\section{The perfect-pairing error on breaking several bonds}

A perfect-pairing (PP) wavefunction breaks one bond correctly. When several broken bonds end on the same fragment, its fixed spin coupling leaves that fragment in a mixture of multiplicities. The resulting energy error is derived here and evaluated for H$_2$O $\to$ O($^3P$) + 2H.

\subsection{Premises and conventions}

Spin operators are in units of $\hbar$, $E_h=27.21$ eV and $a_0=0.529$ \AA.

\emph{P1.} The Hamiltonian is the non-relativistic, spin-free electronic Hamiltonian at fixed nuclei.

\emph{P2.} The PP state is an antisymmetrised product of doubly occupied core orbitals and singlet geminals, one per bond $k$, each built from two normalised orbitals $a_k,b_k$. Orbitals of different geminals are orthogonal to each other and to the core (strong orthogonality). With real $S_k=\langle a_k|b_k\rangle$, $g=(a+b)/\sqrt{2(1+S)}$ and $u=(a-b)/\sqrt{2(1-S)}$, the spatial part of a geminal is
\begin{equation}
a(1)b(2)+b(1)a(2)=(1+S)\,g(1)g(2)-(1-S)\,u(1)u(2),
\end{equation}
so the two-orbital and natural-orbital forms are the same function.

\emph{P3.} All pairs are broken homolytically. At infinite separation every orbital lies on one neutral fragment, and $a_k$ and $b_k$ lie on different fragments. Then $S_k\to0$ and all orbitals are orthonormal. The number of singly occupied orbitals on fragment $F$, which is the number of broken bonds ending on it, is $n_F$.

P3 describes a stationary point. At infinite separation the Hamiltonian conserves the electron number of each fragment, and a rotation that mixes orbitals of two fragments adds, in first order, only configurations with one electron transferred, which do not couple to the neutral state. In second order the rotation costs an ionisation energy minus an electron affinity, typically of order 10 eV for O and H, against a possible gain of the order of an intra-atomic exchange integral, found below to be near 1 eV.

Under P1--P3, with $N$ singly occupied orbitals in the fixed order $a_1b_1a_2b_2\dots$,
\begin{equation}
|\Psi[\Theta]\rangle=\sum_{\sigma_1\dots\sigma_N}\Theta(\sigma_1,\dots,\sigma_N)\,
\hat c^\dagger_{1\sigma_1}\cdots\hat c^\dagger_{N\sigma_N}|\mathrm{core}\rangle,
\qquad
\Theta_{\rm PP}=\prod_k s(a_k,b_k),
\label{psi}
\end{equation}
with $s(p,q)=(\alpha_p\beta_q-\beta_p\alpha_q)/\sqrt2$. The states \eqref{psi} with arbitrary $\Theta$ span the covalent space. The integrals are
\begin{equation}
J_{ij}=\iint\frac{e^2|\phi_i(1)|^2|\phi_j(2)|^2}{4\pi\varepsilon_0r_{12}},\qquad
K_{ij}=\iint\frac{e^2\rho_{ij}^*(1)\rho_{ij}(2)}{4\pi\varepsilon_0r_{12}},\qquad\rho_{ij}=\phi_j^*\phi_i .
\end{equation}
$K_{ij}$ is the self-repulsion of the overlap density, so $K_{ij}\ge0$. It vanishes at infinite separation when $i$ and $j$ are on different fragments, because $\rho_{ij}$ does.

\subsection{The Hamiltonian in the covalent space}

The determinants in \eqref{psi} share their spatial occupation and differ only in spins. The Slater--Condon rules give three cases.

(i) The diagonal element is $E_0-\sum_{i<j}\delta_{\sigma_i\sigma_j}K_{ij}$. Here $E_0$ collects nuclear repulsion, core energy, one-electron terms, $\sum_{i<j}J_{ij}$ and the terms $2J_{ci}-K_{ci}$ with each core orbital $c$. The last are independent of $\sigma_i$, since exactly one electron of $c$ has the spin $\sigma_i$.

(ii) Two determinants related by $i\alpha,j\beta\to i\beta,j\alpha$ differ in two spin orbitals that stand in the same positions, so no sign arises from alignment. The element is
\begin{equation}
\langle i\alpha\,j\beta|i\beta\,j\alpha\rangle-\langle i\alpha\,j\beta|j\alpha\,i\beta\rangle=0-K_{ij},
\end{equation}
the first term vanishing by spin integration.

(iii) All other elements vanish, because they change $M_S$ or more than two spin orbitals.

Let $\hat P_{ij}$ interchange the spin labels of orbitals $i$ and $j$. For equal spins it is the identity, which reproduces the exchange term of (i). For opposite spins it has no diagonal element and connects the determinants of (ii). Hence
\begin{equation}
\hat H_{\rm cov}=E_0-\sum_{i<j}K_{ij}\hat P_{ij},\qquad
\hat P_{ij}=\tfrac12+2\,\hat{\mathbf s}_i\cdot\hat{\mathbf s}_j .
\label{heff}
\end{equation}
The second relation, Dirac's identity, follows from $2\hat{\mathbf s}_i\cdot\hat{\mathbf s}_j=(\hat{\mathbf s}_i+\hat{\mathbf s}_j)^2-\tfrac32$. Its right side equals $+1$ on the triplet and $-1$ on the singlet, which are the eigenvalues of the interchange on these states. At dissociation only pairs $i,j$ on the same fragment survive in \eqref{heff}.

\subsection{The spin state of a fragment}

Tracing a singlet over one partner gives
\begin{equation}
\mathrm{tr}_b\,|s\rangle\langle s|=\tfrac12\big(|\alpha\rangle\langle\alpha|+|\beta\rangle\langle\beta|\big)=\tfrac12\hat1 .
\end{equation}
By P3 the $n\equiv n_F$ spins on $F$ belong to $n$ different singlets, each with its partner elsewhere. Since $\Theta_{\rm PP}$ is a product, the spin density operator of the fragment is
\begin{equation}
\hat\rho_F=2^{-n}\,\hat1 .
\label{rho}
\end{equation}
Spin components are traceless, so for $i\ne j$ on $F$
\begin{equation}
\langle\hat{\mathbf s}_i\cdot\hat{\mathbf s}_j\rangle=0,\qquad\langle\hat P_{ij}\rangle=\tfrac12,\qquad
\langle\hat S_F^2\rangle=\sum_i\langle\hat s_i^2\rangle+2\sum_{i<j}\langle\hat{\mathbf s}_i\cdot\hat{\mathbf s}_j\rangle=\frac{3n}{4}.
\label{half}
\end{equation}
The weight of fragment spin $S$ is the dimension of its eigenspace divided by $2^n$. There are $\binom{n}{n/2-M}$ spin strings of projection $M$, and each multiplet with $S\ge|M|$ supplies one state at that $M$. The number of multiplets of spin $S$ is the difference of the counts at $M=S$ and $M=S+1$, and
\begin{equation}
w_S=\frac{2S+1}{2^n}\left[\binom{n}{n/2-S}-\binom{n}{n/2-S-1}\right],\qquad w_{n/2}=\frac{n+1}{2^n}.
\label{w}
\end{equation}

\subsection{The energy error at fixed orbitals}

Since $K_{ij}\ge0$ and $\hat P_{ij}$ has eigenvalues $\pm1$, no covalent state lies below
\begin{equation}
E_{\rm HS}=E_0-\sum_F\sum_{i<j\in F}K_{ij}.
\end{equation}
The bound is reached when $\Theta$ is symmetric in the spins of each fragment, that is when each fragment has $S_F=n_F/2$. A total singlet of this kind exists. Let $\hat Q$ be the product of the fragment high-spin projectors, which commutes with the total $\hat S^2$. For two fragments, or a centre with ligands, the string with $\alpha$ on all $a_k$ and $\beta$ on all $b_k$ is unchanged by $\hat Q$ and occurs in $\Theta_{\rm PP}$, so $\hat Q\Theta_{\rm PP}$ is a non-zero singlet. Its energy is that of the separate fragments, each a high-spin restricted determinant. When the ionic and re-paired configurations in the same $N$ orbitals lie higher, $E_{\rm HS}$ is the full-CI energy of $N$ electrons in these orbitals, and the word error refers to that solution.

Inserting \eqref{half} into \eqref{heff} gives $E_{\rm PP}=E_0-\tfrac12\sum_F\sum_{i<j\in F}K_{ij}$. Each pair of open-shell orbitals on a fragment carries $-K_{ij}/2$ in place of $-K_{ij}$, $E_0$ cancels, and
\begin{equation}
\boxed{\;\Delta=E_{\rm PP}-E_{\rm HS}=\frac12\sum_F\sum_{i<j\in F}K_{ij}\;}
\label{main}
\end{equation}
Each unordered pair is counted once. A fragment with $n_F=1$ contributes nothing. Because PP applied to an isolated fragment with high-spin open shells yields the restricted determinant, $\Delta$ is also the amount by which the PP asymptote of the molecule exceeds the sum of separate fragment energies.

If all $K_{ij}$ on a fragment equal $K$, summing Dirac's identity gives $\sum_{i<j}\hat P_{ij}=\hat S_F^2+n(n-4)/4$, and \eqref{main} is recovered from the spin deficit:
\begin{equation}
\Delta_F=K\left[\frac n2\Big(\frac n2+1\Big)-\frac{3n}4\right]=\frac{n(n-1)}4K .
\end{equation}
\begin{center}
\begin{tabular}{ccccc}
$n$ & $\langle\hat S_F^2\rangle$ & high-spin $S(S+1)$ & $w_{n/2}$ & $\Delta_F/K$\\\hline
2 & 1.5 & 2 & 0.75 & 0.5\\
3 & 2.25 & 3.75 & 0.5 & 1.5\\
4 & 3 & 6 & 0.3125 & 3
\end{tabular}
\end{center}
For N$_2$ with pure $2p$ orbitals each atom has $n=3$, half quartet and half doublets lying $3K$ higher, and the two atoms give $\Delta=3K$.

\subsection{Orbital optimisation}

Equation \eqref{main} holds for any orbital set $\phi$ obeying P3, so $E_{\rm PP}(\phi)=E_{\rm HS}(\phi)+\Delta(\phi)$. Let $\phi^{H}$ minimise $E_{\rm HS}$ and $\phi^{P}$ minimise $E_{\rm PP}$, and let $\Delta_{\rm opt}=E_{\rm PP}(\phi^P)-E_{\rm HS}(\phi^H)$. From $E_{\rm PP}(\phi^P)\le E_{\rm PP}(\phi^H)$ and $E_{\rm HS}(\phi^P)\ge E_{\rm HS}(\phi^H)$,
\begin{equation}
\Delta(\phi^P)\le\Delta_{\rm opt}\le\Delta(\phi^H).
\label{bounds}
\end{equation}
The error therefore cannot relax away unless the exchange integrals themselves vanish.

One freedom needs care. $E_{\rm HS}$ is unchanged by unitary mixing of the open-shell orbitals of a fragment, since the determinant with all spins $\alpha$ only acquires a phase. The sum $\sum_{i,j}K_{ij}$ including $i=j$ is also unchanged, being the repulsion integral of $|\gamma(1,2)|^2$ with the invariant $\gamma=\sum_i\phi_i(1)\phi_i^*(2)$. The off-diagonal part is not invariant:
\begin{equation}
\sum_{i<j}K_{ij}=\tfrac12\Big[\text{const}-\sum_iJ_{ii}\Big].
\end{equation}
Minimising $E_{\rm PP}$ within the open-shell space thus maximises $\sum_iJ_{ii}$, the Edmiston--Ruedenberg localisation criterion. The integrals in \eqref{main} are those of the localised orbitals, and these give the tightest upper bound in \eqref{bounds}.

\subsection{Water: spin coupling and exchange integral}

Let the molecule lie in the $xy$ plane. The core is $1s^22s^22p_z^2$ on O, the orbitals $a_1,a_2$ span $\{2p_x,2p_y\}$, and $b_1,b_2$ are hydrogen $1s$ orbitals. The three $2p$ orbitals share one radial function $R(r)$. Oxygen has $n=2$ and each hydrogen $n=1$, so $\Delta=K_{a_1a_2}/2$. Admixture of $2s$ into $a_k$ is odd under inversion at the isolated O nucleus and has no first-order effect on the energy.

\emph{Spin.} Write strings as $|a_1a_2|b_1b_2\rangle$ and expand the two singlets:
\begin{equation}
\Theta_{\rm PP}=\tfrac12\big[|\alpha\alpha|\beta\beta\rangle+|\beta\beta|\alpha\alpha\rangle-|\alpha\beta|\beta\alpha\rangle-|\beta\alpha|\alpha\beta\rangle\big].
\end{equation}
With $\alpha\beta=(T_0+s)/\sqrt2$ and $\beta\alpha=(T_0-s)/\sqrt2$, the last two strings sum to $T_0T_0-ss$, so
\begin{equation}
\Theta_{\rm PP}=\tfrac{\sqrt3}{2}\Theta_{TT}+\tfrac12\,ss,\qquad
\Theta_{TT}=\tfrac1{\sqrt3}\big(T_+T_--T_0T_0+T_-T_+\big).
\end{equation}
The weights $3/4$ and $1/4$ are those of \eqref{w}. Interchanging $b_1$ and $b_2$ reverses the sign of $ss$ and gives the crossed pairing $\Theta'=s(a_1,b_2)s(a_2,b_1)$, so $\Theta_{TT}=(\Theta_{\rm PP}+\Theta')/\sqrt3$. One further spin structure removes the error. The only triplet term of $p^4$ is $^3P$. The open-shell singlet transforms as $xy$, has no spherical part, and belongs to $^1D$. By \eqref{heff} the two lie at $E_0\mp K$, and
\begin{equation}
\Delta=\tfrac14\big[E(^1D)-E(^3P)\big]=\tfrac14\,(2K)=\tfrac12K
\end{equation}
with common orbitals for both terms.

\emph{Angular part.} With real normalised harmonics $\mathcal Y_{km}$,
\begin{equation}
\frac1{r_{12}}=\sum_{k,m}\frac{4\pi}{2k+1}\frac{r_<^k}{r_>^{k+1}}\mathcal Y_{km}(1)\mathcal Y_{km}(2).
\end{equation}
The angular factor of $p_xp_y$ is $(3/4\pi)xy/r^2$, and $d_{xy}=\sqrt{15/4\pi}\,xy/r^2$ is a normalised $k=2$ harmonic. Only this term survives:
\begin{equation}
K\equiv K_{xy}=\frac{4\pi}5\Big(\frac3{4\pi}\Big)^2\frac{4\pi}{15}F^2=\frac3{25}F^2,\qquad
F^2=\frac{e^2}{4\pi\varepsilon_0}\iint D(r_1)D(r_2)\frac{r_<^2}{r_>^3}\,dr_1dr_2,
\end{equation}
with $D=r^2R^2$; the superscript of $F^2$ is the multipole order. Likewise $p_x^2-p_y^2$ is proportional to $d_{x^2-y^2}=\sqrt{15/16\pi}\,(x^2-y^2)/r^2$ with twice the coefficient. Its self-repulsion $2J_{xx}-2J_{xy}$ is $4K$, so $J_{xx}-J_{xy}=2K$. The closed-shell singlets $(p_x^2\mp p_y^2)/\sqrt2$ have repulsion $J_{xx}\mp K$ and lie $2K$ and $4K$ above the triplet value $J_{xy}-K$. The triplet is the lowest state of two electrons in $\{p_x,p_y\}$, the ionic configurations are higher by the charge-transfer cost, and $E_{\rm HS}$ is the full-CI energy of four electrons in four orbitals. Re-pairing as $(a_1a_2)(b_1b_2)$ costs $2K$, four times $\Delta$.

\emph{Localisation.} For $a_1=p_x\cos\theta+e^{i\chi}p_y\sin\theta$ and $a_2=-e^{-i\chi}p_x\sin\theta+p_y\cos\theta$,
\begin{equation}
e^{i\chi}a_1^*a_2=\tfrac12\sin2\theta\,(p_y^2-p_x^2)+(\cos2\theta\cos\chi+i\sin\chi)\,p_xp_y .
\end{equation}
The two densities belong to orthogonal harmonics, so their self-repulsions add:
\begin{equation}
K_{a_1a_2}=K\big[\sin^22\theta+\cos^22\theta\cos^2\chi+\sin^2\chi\big]=K\big[1+\sin^22\theta\sin^2\chi\big].
\end{equation}
Any real orthogonal pair is optimal, and complex $p_{\pm1}$ orbitals would double the error. The two H atoms may be regarded as one fragment with $n=2$. Rotating $b_1,b_2$ by $\theta$ gives the overlap density $\tfrac12\sin2\theta\,(b_2^2-b_1^2)$ and $K_{b_1b_2}=\tfrac12U\sin^22\theta$ at infinite H--H distance, where $U=\tfrac58E_h$ is the $1s$ self-repulsion. Atomic orbitals contribute nothing, whereas pairs built from the symmetry-adapted combinations ($\theta=45^\circ$) add $U/4=4.25$ eV.

\emph{Radial part.} For Slater functions $re^{-\zeta r/a_0}$, $D$ is a sum of normalised densities $D_\lambda=\lambda^5x^4e^{-\lambda x}/24$ in $x=r/a_0$. The region where the $\lambda$ electron is outside contributes
\begin{equation}
\int_0^\infty\!x^6e^{-\mu x}\!\int_x^\infty\!ye^{-\lambda y}\,dy\,dx=\int_0^\infty\!x^6e^{-tx}\Big(\frac x\lambda+\frac1{\lambda^2}\Big)dx=\frac{7!}{\lambda t^8}+\frac{6!}{\lambda^2t^7},
\end{equation}
with $t=\lambda+\mu$. Adding the term with $\lambda\leftrightarrow\mu$, using $1/\lambda+1/\mu=t/\lambda\mu$ and multiplying by $\lambda^5\mu^5/576$ gives
\begin{equation}
f(\lambda,\mu)=\frac54\,\frac{\lambda^3\mu^3(\lambda^2+7\lambda\mu+\mu^2)}{(\lambda+\mu)^7}\,E_h .
\label{f}
\end{equation}
For one exponent $\lambda=\mu=2\zeta$, so $F^2=\tfrac{45}{256}\zeta E_h$ and $\Delta=\kappa\zeta E_h$ with $\kappa=\tfrac3{50}\cdot\tfrac{45}{256}=\tfrac{27}{2560}$.

\emph{Relaxation.} The kinetic energy of four such $2p$ electrons is $2\zeta^2E_h$. If the potential energy is taken as linear in $\zeta$, then $E_{\rm HS}=\text{const}+2(\zeta-\zeta_0)^2E_h$. Adding $\kappa\zeta E_h$ shifts the minimum by $-\kappa/4=-0.0026$ and gives $\Delta_{\rm opt}=(\kappa\zeta_0-\kappa^2/8)E_h$, midway between the bounds \eqref{bounds}. The lowering is 0.4 meV. This one-parameter estimate fixes only the order of magnitude, but it lies far below the last figure quoted for $\Delta$.

\subsection{Range of validity}

(a) Equation \eqref{main} is exact for the model P1--P3 at fixed orbitals and infinite separation, and \eqref{bounds} brackets it after optimisation. At finite distance, overlap and inter-fragment exchange terms enter. For O--H they scale as the squared overlap, and with the hydrogen tail $e^{-r/a_0}$ they fall by a factor of about 44 per \AA, apart from powers of the distance. The H--H distance must grow as well. Near equilibrium the intra-pair coupling dominates and \eqref{main} says nothing about the error there.

(b) Pairs left intact on a fragment are singlets whose spins are uncorrelated with the open shells, both in the molecule and in the PP description of the fragment. They do not add to $\Delta$ measured from PP fragments, so H$_2$O $\to$ OH + H has $\Delta=0$.

(c) The reference is the high-spin state of the $n_F$ open shells, which need not be the fragment ground state. Four covalent bonds of SiH$_4$ lead to a quintet $sp^3$ silicon atom, while re-pairing into $3s^2$ and an H--H singlet leaves $n=2$. The lowest PP solution decides $n_F$.

(d) Correlation outside the active orbitals is absent from both energies. By the variational principle the error of PP against full CI in the whole basis is at least $\Delta_{\rm opt}$, and the further part is not given by \eqref{main}.

(e) Spin--orbit coupling is neglected. The fine structure of O($^3P$) typically spans about 0.03 eV, small against $\Delta$ but enough to limit any spectroscopic reading of it to two figures.

\subsection{Numerical illustration}

Water is also the usual oxidant in wet oxidation of silicon and in atomic-layer deposition of gate oxides. Two model radial functions for O $2p$ are used.

\emph{One exponent.} Slater's screening rules give the approximate input $\zeta=(8-5\times0.35-2\times0.85)/2=2.275$. Then $F^2=10.88$ eV, $K=1.31$ eV, the term interval is $2K=2.61$ eV, and $\Delta=0.65$ eV.

\emph{Two exponents.} Approximate inputs typical of a double-zeta self-consistent $2p$ orbital of O($^3P$) are $\zeta_1=3.69$, $\zeta_2=1.66$ and coefficients $c_1=0.332$, $c_2=0.745$ of the normalised functions. Their overlap is $S_{12}=[2\sqrt{\zeta_1\zeta_2}/(\zeta_1+\zeta_2)]^5=0.6780$ and the squared norm is $\mathcal N=c_1^2+2c_1c_2S_{12}+c_2^2=1.0006$. The density has exponents $\lambda_p=2\zeta_1,\ \zeta_1+\zeta_2,\ 2\zeta_2=7.38,\ 5.35,\ 3.32$ and weights $v_p=(c_1^2,\ 2c_1c_2S_{12},\ c_2^2)/\mathcal N=0.1102,\ 0.3352,\ 0.5547$. Equation \eqref{f} gives, in eV, $f_{11}=17.65$, $f_{22}=12.80$, $f_{33}=7.94$, $f_{12}=13.89$, $f_{13}=7.38$, $f_{23}=8.49$, and
\begin{equation}
F^2=\sum_{p,q}v_pv_qf_{pq}=9.18\ \text{eV},\qquad K=1.10\ \text{eV},\qquad2K=2.20\ \text{eV}.
\end{equation}
As typical knowledge, the $^1D$--$^3P$ interval of atomic oxygen is near 2 eV; the one-exponent model lies above that by nearly a third and the two-exponent model by about a tenth, which is why the latter is taken for the final number. In this model the PP asymptote of water holds oxygen with $\langle\hat S^2\rangle=3/2$, three parts $^3P$ to one part $^1D$, and lies
\begin{equation}
\Delta=\tfrac12K=0.55\ \text{eV}
\end{equation}
above O($^3P$) + 2H described in the same orbitals.